**Sensitivity of Be-like ions to the fine-structure constant: test of the 1/Z expansion**

The table holds the 1s and 2s orbital energies and the slopes $q = d\varepsilon/dx$, $x = (\alpha/\alpha_0)^2 - 1$, of both orbitals and of the total energy for six four-electron ions from Be to Ag43+, from Dirac-Coulomb Hartree-Fock with a Fermi nucleus and without Breit or QED terms. The program compares q with the bare Dirac slope plus the exact first-order repulsion of Dirac hydrogenic orbitals, with one fitted second-order constant per column, with a parameter-free screened form, and with an effective charge read from the orbital energy. The parameter-free screened form matches the three heavy ions to about 0.2 %, while the truncated series gives the wrong sign for 2s in Be and B+ and the charge taken from the energy makes $|q|$ too small in every row. The output also lists local exponents, fractional sensitivities, the double counting of the repulsion, the virial identity $q(\text{total}) = -(T+E)/2$, and the size of the omitted Gaunt and Breit terms relative to q.

Calculated values. B-spline radial code 1, Dirac-Coulomb Hartree-Fock at the basis-set limit, average of configuration, Fermi nucleus (skin thickness 2.3 fm), no Breit or QED terms. Four-electron atom and ions, all [He] 2s²; ε is the orbital energy. q is the slope of each energy in x = (α/α0)² − 1, with α0 the real value, from runs with the speed of light scaled by 0.98 and 1.02.

## Program and output

```python
# Table: Be-like ions (1s2 2s2), B-spline radial code, Dirac-Coulomb Hartree-Fock, Fermi nucleus, no Breit/QED:
# orbital energies and q = d(eps)/dx, x=(alpha/alpha0)^2-1, in eV. Tested: 1/Z expansion (bare Dirac level +
# first-order repulsion of Dirac hydrogenic orbitals + b Z^2 alpha^2); alternatives: resummed screening, Zeff from eps.
T = {
    'ion': ['Be', 'B+', 'N3+', 'Kr32+', 'Mo38+', 'Ag43+'],
    'Z': [4, 5, 7, 36, 42, 47],
    'charge': [0, 1, 3, 32, 38, 43],  # e
    'e_1s12': [-128.805, -222.812, -493.352, -16939.1, -23398.7, -29642.6],  # eV
    'e_2s12': [-8.41708, -23.7849, -75.3352, -3967.0, -5546.31, -7083.73],  # eV
    'q_1s12': [-0.02254, -0.06205, -0.2793, -298.1, -574.2, -931.4],  # eV
    'q_2s12': [-0.00143, -0.006998, -0.04849, -86.28, -168.5, -275.8],  # eV
    'q_total': [-0.0781, -0.2067, -0.8769, -812.6, -1558, -2520],  # eV
}
import numpy as np
from scipy.constants import alpha, physical_constants as pc
from scipy.special import gamma as G, betainc
from scipy.optimize import brentq
H = pc['Hartree energy in eV'][0]; fm = 1e-15/pc['Bohr radius'][0]; A = np.array
ion = T['ion']; Z = A(T['Z'], float); q = A([T['q_1s12'], T['q_2s12'], T['q_total']]); eps = A([T['e_1s12'], T['e_2s12']])
# typed from further outputs of the same runs (hartree, fm, bohr^-3); pairs are c x 0.98, c x 1.02
Et = A([-14.57589, -24.24517, -51.11449, -1593.05, -2194.296, -2775.157])
Tk = A([14.58163, 24.26035, 51.17893, 1652.724, 2308.696, 2960.156])
ee = A([[4.490297, 6.120708, 9.317067, 56.5445, 66.98775, 75.98129], [4.490209, 6.120506, 9.316416, 56.41537, 66.77391, 75.67012]])
r1 = A([[17.24492, 34.98681, 100.823, 22021.39, 40040.85, 63629.4], [17.23502, 34.95599, 100.6569, 21310.76, 38337.87, 60314.51]])
r2 = A([[0.5729576, 1.726028, 7.024652, 2664.309, 5024.209, 8230.792], [0.5726099, 1.724406, 7.012129, 2566.299, 4779.578, 7738.533]])
Rn = A([2.519, 2.406, 2.5582, 4.1884, 4.4091, 4.5454])*fm
gaunt = A([0.0007063373, 0.001493177, 0.004495435, 0.7549504, 1.217378, 1.727892])*H
def e0(z, f):
    c = f/alpha; g = np.sqrt(1-(z/c)**2); a, b = c*c*(g-1), c*c*(np.sqrt((1+g)/2)-1)
    return A([a, b, 2*(a+b)])
def slater(a):  # F11, F22, F12, G12 in units of Z hartree, exact for Dirac-Coulomb 1s, 2s
    g = np.sqrt(1-a*a); N = np.sqrt(2+2*g); W = (1+g)/N; s = -2*(N+1)/(N*(2*g+1))
    o = [(np.sqrt(1+g)*A([1., 0]), np.sqrt(1-g)*A([1., 0]), 1.), (np.sqrt(1+W)*A([N, s]), np.sqrt(1-W)*A([N+2, s]), 1/N)]
    d = lambda i, j: (np.convolve(o[i][0], o[j][0])+np.convolve(o[i][1], o[j][1]), o[i][2]+o[j][2])
    p = 2*g+np.arange(3); n = [np.sum(d(i, i)[0]*G(p+1)/d(i, i)[1]**(p+1)) for i in (0, 1)]
    I = lambda p1, u, p2, v: G(p1)*G(p2+1)/(u**p1*v**(p2+1))*betainc(p2+1, p1, v/(u+v))
    R = lambda x, y: sum(x[0][i]*y[0][j]*(I(p[i], x[1], p[j], y[1])+I(p[j], y[1], p[i], x[1])) for i in range(3) for j in range(3))
    return R(d(0,0), d(0,0))/n[0]**2, R(d(1,1), d(1,1))/n[1]**2, R(d(0,0), d(1,1))/(n[0]*n[1]), R(d(0,1), d(0,1))/(n[0]*n[1])
def e1(z, f):
    a, b, c, g = slater(z*alpha/f); return z*A([a+2*c-g, b+2*c-g, a+b+4*c-2*g])
sl = lambda F, z, h=0.02: H*(F(z, 1-h)-F(z, 1+h))/((1-h)**-2-(1+h)**-2)
dx = 0.98**-2-1.02**-2; pre = 2*np.pi/3*Z*Rn**2*H
fn = A([pre*(r[0]-r[1])/dx for r in (r1, r2, 2*(r1+r2))]); dE = pre*2*(r1+r2).mean(0)
q0 = sl(e0, Z); q1 = A([sl(e1, z) for z in Z]).T; u = -Z**2*alpha**2*H
LO = -A([1/8, 5/128, 2*(1/8+5/128)])[:, None]*Z**4*alpha**2*H
s1 = -q1/((sl(e0, Z+0.01)-sl(e0, Z-0.01))/0.02); qc = q-fn; pct = lambda m, t: 100*(m/t-1)
print('check NR limit F11,F22,F12,G12:', np.round(slater(1e-5), 6), 'exact', np.round([5/8, 77/512, 17/81, 16/729], 6))
print('cols: ion q/qLO q/q0(Dirac) q0 q1 qnuc[eV] | err%(q0+q1+nuc) b_implied err%(b fit) | sig_implied sig1 err%(A) | err%(B)')
for k, nm in enumerate(['1s', '2s', 'total']):
    r = qc[k]-q0[k]-q1[k]; b = np.sum(r*u/q[k]**2)/np.sum(u**2/q[k]**2); eb = pct(q0[k]+q1[k]+fn[k]+b*u, q[k])
    print(f'-- {nm}: fitted b={b:.3f}, worst row {ion[np.argmax(abs(eb))]} {eb[np.argmax(abs(eb))]:+.2f}%')
    for i, z in enumerate(Z):
        si = z-brentq(lambda y: sl(e0, y)[k]-qc[k, i], 0.5, z+1); eA = pct(sl(e0, z-s1[k, i])[k]+fn[k, i], q[k, i])
        eB = pct(sl(e0, brentq(lambda y: e0(y, 1.)[k]*H-eps[k, i], 0.5, z+1))[k], q[k, i]) if k < 2 else np.nan
        print(f'{ion[i]:6s}{q[k,i]/LO[k,i]:.3f} {q[k,i]/q0[k,i]:.3f} {q0[k,i]:.4g} {q1[k,i]:+.4g} {fn[k,i]:+.1e} | {pct(q0[k,i]+q1[k,i]+fn[k,i], q[k,i]):+.2f} {r[i]/u[i]:.2f} {eb[i]:+.2f} | {si:.3f} {s1[k,i]:.3f} {eA:+.2f} | {eB:+.1f}')
ex = np.diff(np.log(-q), axis=1)/np.diff(np.log(Z)); ex0 = np.diff(np.log(-q0), axis=1)/np.diff(np.log(Z))
for k, nm in enumerate(['1s', '2s', 'total']): print(f'local exponent {nm}:', np.round(ex[k], 2), 'bare Dirac', np.round(ex0[k], 2))
wh = q0[2]/(H*(e0(Z, 1.)[2]+1.25*Z**2)); za = (Z*alpha)**2; K = q[:2]/eps
print('ion (Za)^2 q2s/q1s (bare; LO 0.3125) q/eps 1s, 2s | /(Za)^2 1s (LO .25), 2s (LO .3125) | bare q0/whole shift')
for i in range(len(Z)):
    print(f'{ion[i]:6s}{za[i]:.5f} {q[1,i]/q[0,i]:.4f} ({q0[1,i]/q0[0,i]:.4f}) {K[0,i]:.3e} {K[1,i]:.3e} | {K[0,i]/za[i]:.4f} {K[1,i]/za[i]:.4f} | {wh[i]:.4f}')
qe = H*(ee[0]-ee[1])/dx; so = 2*(q[0]+q[1]); vir = -(Tk+Et)/2*H; st = q0[2]/sl(e0, Z, 0.002)[2]; vc = (vir-np.sqrt(1-za)*dE)*st
print('ion sum2q qee sum-qee qtot[eV] qee/|qtot|% qee/q1tot | -(T+E)/2 err% ; +size,stencil err% | Gaunt/|qtot|%')
for i in range(len(Z)):
    print(f'{ion[i]:6s}{so[i]:.4g} {qe[i]:+.4g} {so[i]-qe[i]:.4g} {q[2,i]:.4g} {-100*qe[i]/q[2,i]:.1f} {qe[i]/q1[2,i]:.3f} | {vir[i]:.5g} {pct(vir[i], q[2,i]):+.3f} ; {pct(vc[i], q[2,i]):+.3f} | {-100*gaunt[i]/q[2,i]:.1f}')
# orbital zero-frequency Breit shifts (eV) of B+ and Kr32+, typed from the same runs
br = A([[0.03857712, 18.31424], [0.001723291, 1.833143]])
print('orbital Breit shift/|q| %: 1s B+, Kr32+', np.round(-100*br[0]/q[0, [1, 3]], 1), '; 2s', np.round(-100*br[1]/q[1, [1, 3]], 1))
fl = 100*0.5*10**(np.floor(np.log10(-q))-3)/-q; fl[2, 0] *= 10
print(f'rounding floor of q: max {fl.max():.3f}% (Be total), orbitals max {fl[:2].max():.3f}%; stencil bias Ag43+ {100*(st[-1]-1):.3f}%')
assert (q < 0).all() and (ex > 4).all()
assert (np.diff(q[1]/q[0]) > 0).all() and (q[1]/q[0] < 5/16).all()
assert K[1, 0] < K[0, 0] and (K[1, 1:] > K[0, 1:]).all()
assert (abs(pct(so-qe, q[2])) < 1).all() and (abs(pct(vir, q[2])) < 0.5).all()
```

It prints:

```
check NR limit F11,F22,F12,G12: [0.625    0.150391 0.209877 0.021948] exact [0.625    0.150391 0.209877 0.021948]
cols: ion q/qLO q/q0(Dirac) q0 q1 qnuc[eV] | err%(q0+q1+nuc) b_implied err%(b fit) | sig_implied sig1 err%(A) | err%(B)
-- 1s: fitted b=0.601, worst row N3+ -1.01%
Be    0.486 0.486 -0.04641 +0.03765 +6.4e-08 | -61.16 0.59 +0.70 | 0.661 0.811 -16.84 | -28.0
B+    0.548 0.547 -0.1134 +0.07359 +2.3e-07 | -35.90 0.61 -0.79 | 0.699 0.811 -10.02 | -21.7
N3+   0.642 0.641 -0.436 +0.2022 +1.9e-06 | -16.29 0.64 -1.01 | 0.737 0.811 -4.63 | -14.6
Kr32+ 0.980 0.912 -326.7 +29.95 +1.1e-01 | -0.49 0.78 -0.11 | 0.784 0.796 -0.14 | -2.6
Mo38+ 1.019 0.924 -621.8 +49.17 +3.5e-01 | -0.34 0.77 -0.08 | 0.782 0.790 -0.08 | -2.2
Ag43+ 1.054 0.931 -1001 +71.19 +8.2e-01 | -0.27 0.79 -0.06 | 0.778 0.784 -0.06 | -2.0
-- 2s: fitted b=0.364, worst row B+ -5.30%
Be    0.099 0.099 -0.0145 +0.02149 +2.2e-09 | -588.34 0.36 +2.02 | 1.758 1.481 +59.48 | -75.8
B+    0.198 0.198 -0.03543 +0.04199 +1.2e-08 | -193.79 0.37 -5.30 | 1.666 1.481 +24.18 | -60.4
N3+   0.357 0.356 -0.1363 +0.1154 +1.5e-07 | -56.94 0.39 -3.62 | 1.592 1.480 +8.58 | -42.7
Kr32+ 0.908 0.842 -102.5 +17.04 +1.6e-02 | -1.01 0.47 -0.22 | 1.460 1.441 +0.22 | -8.3
Mo38+ 0.957 0.863 -195.2 +27.94 +5.1e-02 | -0.74 0.49 -0.18 | 1.442 1.426 +0.17 | -7.3
Ag43+ 0.999 0.876 -314.7 +40.39 +1.2e-01 | -0.59 0.50 -0.16 | 1.427 1.411 +0.15 | -6.6
-- total: fitted b=0.671, worst row N3+ -0.26%
Be    0.642 0.641 -0.1218 +0.05914 +1.3e-07 | -19.74 0.66 +0.18 | 0.421 0.485 -7.03 | +nan
B+    0.696 0.695 -0.2976 +0.1156 +4.8e-07 | -11.95 0.68 -0.19 | 0.435 0.485 -4.32 | +nan
N3+   0.768 0.766 -1.145 +0.3176 +4.2e-06 | -5.69 0.70 -0.26 | 0.451 0.485 -2.09 | +nan
Kr32+ 1.018 0.947 -858.3 +46.99 +2.6e-01 | -0.19 0.81 -0.03 | 0.469 0.475 -0.06 | +nan
Mo38+ 1.053 0.953 -1634 +77.11 +8.1e-01 | -0.12 0.75 -0.01 | 0.468 0.471 -0.03 | +nan
Ag43+ 1.086 0.958 -2631 +111.6 +1.9e+00 | -0.09 0.72 -0.01 | 0.465 0.467 -0.02 | +nan
local exponent 1s: [4.54 4.47 4.26 4.25 4.3 ] bare Dirac [4.   4.   4.04 4.17 4.23]
local exponent 2s: [7.12 5.75 4.57 4.34 4.38] bare Dirac [4.   4.   4.04 4.18 4.24]
local exponent total: [4.36 4.29 4.17 4.22 4.28] bare Dirac [4.   4.   4.04 4.18 4.24]
ion (Za)^2 q2s/q1s (bare; LO 0.3125) q/eps 1s, 2s | /(Za)^2 1s (LO .25), 2s (LO .3125) | bare q0/whole shift
Be    0.00085 0.0634 (0.3125) 1.750e-04 1.699e-04 | 0.2054 0.1994 | 1.0004
B+    0.00133 0.1128 (0.3125) 2.785e-04 2.942e-04 | 0.2092 0.2210 | 1.0007
N3+   0.00261 0.1736 (0.3125) 5.661e-04 6.437e-04 | 0.2170 0.2467 | 1.0013
Kr32+ 0.06901 0.2894 (0.3136) 1.760e-02 2.175e-02 | 0.2550 0.3151 | 1.0369
Mo38+ 0.09394 0.2935 (0.3140) 2.454e-02 3.038e-02 | 0.2612 0.3234 | 1.0513
Ag43+ 0.11763 0.2961 (0.3144) 3.142e-02 3.893e-02 | 0.2671 0.3310 | 1.0655
ion sum2q qee sum-qee qtot[eV] qee/|qtot|% qee/q1tot | -(T+E)/2 err% ; +size,stencil err% | Gaunt/|qtot|%
Be    -0.04794 +0.02991 -0.07785 -0.0781 38.3 0.506 | -0.078097 -0.004 ; +0.019 | 24.6
B+    -0.1381 +0.06865 -0.2067 -0.2067 33.2 0.594 | -0.20653 -0.080 ; -0.059 | 19.7
N3+   -0.6556 +0.2213 -0.8768 -0.8769 25.2 0.697 | -0.87675 -0.017 ; +0.006 | 13.9
Kr32+ -768.8 +43.89 -812.6 -812.6 5.4 0.934 | -811.91 -0.085 ; -0.002 | 2.5
Mo38+ -1485 +72.68 -1558 -1558 4.7 0.943 | -1556.5 -0.097 ; +0.006 | 2.1
Ag43+ -2414 +105.8 -2520 -2520 4.2 0.948 | -2517 -0.117 ; +0.002 | 1.9
orbital Breit shift/|q| %: 1s B+, Kr32+ [62.2  6.1] ; 2s [24.6  2.1]
rounding floor of q: max 0.064% (Be total), orbitals max 0.035%; stencil bias Ag43+ 0.017%
```
